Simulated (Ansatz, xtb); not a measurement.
## Two isomers of C5H8GeSi

Structure I is `C#[C][GeH2][C]#C[SiH2]C`, a singlet and structure II is `CC#[C][GeH2][C]#C[SiH3]`, a singlet. Both are isolated molecules in the gas phase, relaxed with r2SCAN-D4/def2-SVP.

Quicker runs give these differences E(II) − E(I): GFN2-xTB −13.0 kcal/mol; HF/STO-3G +2.8 kcal/mol (at GFN2-xTB geometries); r2SCAN-D4/def2-SVP//GFN2-xTB +1.1 kcal/mol.

Task: Which of the two would you expect CCSD(T)/def2-SVP + ΔMP2/def2-TZVPP electronic energies to favour?

Result: Structure I; the calculation gives E(II) − E(I) = +4.2 kcal/mol.

How the difference moves with the method:

| level | geometry | E(II) − E(I) (kcal/mol) | departure from the last row (kcal/mol) | job, with rough time for the two |
| --- | --- | --- | --- | --- |
| GFN2-xTB | GFN2-xTB | −13.0 | −17.3 | optimisation, 0.2 s |
| HF/STO-3G | GFN2-xTB | +2.8 | −1.5 | single point, 0.56 s |
| r2SCAN-D4/def2-SVP//GFN2-xTB | GFN2-xTB | +1.1 | −3.1 | single point, 4.2 s |
| r2SCAN-D4/def2-SVP | r2SCAN-D4/def2-SVP | +1.3 | −2.9 | optimisation, 29 s |
| HF/def2-SVP | r2SCAN-D4/def2-SVP | +0.8 | −3.4 | part of the CCSD(T) run |
| MP2/def2-SVP | r2SCAN-D4/def2-SVP | +1.8 | −2.5 | part of the CCSD(T) run |
| CCSD(T)/def2-SVP | r2SCAN-D4/def2-SVP | +1.5 | −2.8 | single point |
| CCSD(T)/def2-SVP + ΔMP2/def2-TZVPP | r2SCAN-D4/def2-SVP | +4.2 |  | single point, 2.2 min |

As drawn, II has 1 C–C, 1 Si–H in place of 1 C–Si, 1 C–H.

GFN2-xTB puts the two in the other order. The largest departure from CCSD(T)/def2-SVP + ΔMP2/def2-TZVPP is that of GFN2-xTB, 17.3 kcal/mol. A small imaginary or near-zero mode remains, so no thermal terms are given. The last row adds to CCSD(T) the change of the MP2 difference between the two basis sets, here +2.8 kcal/mol.

The correlated steps freeze 19 core orbitals; the filled d shell of Ge is correlated, in a basis made for valence electrons. Run with Ansatz 0.2.0, xtb 6.7.1; the last row on 4 threads of Arm Neoverse V1 on a shared host.

Structure I is favoured, though only modestly. Both isomers keep the two alkynyl–germanium linkages and differ in where the methyl group sits: on silicon in I, on the terminal alkyne carbon in II. A methyl group stabilises an alkyne through hyperconjugation and a strong bond to an sp carbon, but placing it on electropositive silicon gives a polar Si–C bond and retains the strong acetylenic C–H bond. The balance probably tips towards I for this reason.

In def2-SVP, HF, MP2, r2SCAN and CCSD(T) all lie between +0.8 and +1.8 kcal/mol, so the preference does not hinge on the treatment of correlation. The larger basis matters more, which suggests that the small one describes the exchanged bonds unevenly. The reversed order from GFN2-xTB is not a geometry effect, since r2SCAN gives nearly the same difference on either set of structures; its parametrisation probably misjudges the balance of bond energies. The energy difference says nothing about how readily the isomers interconvert.
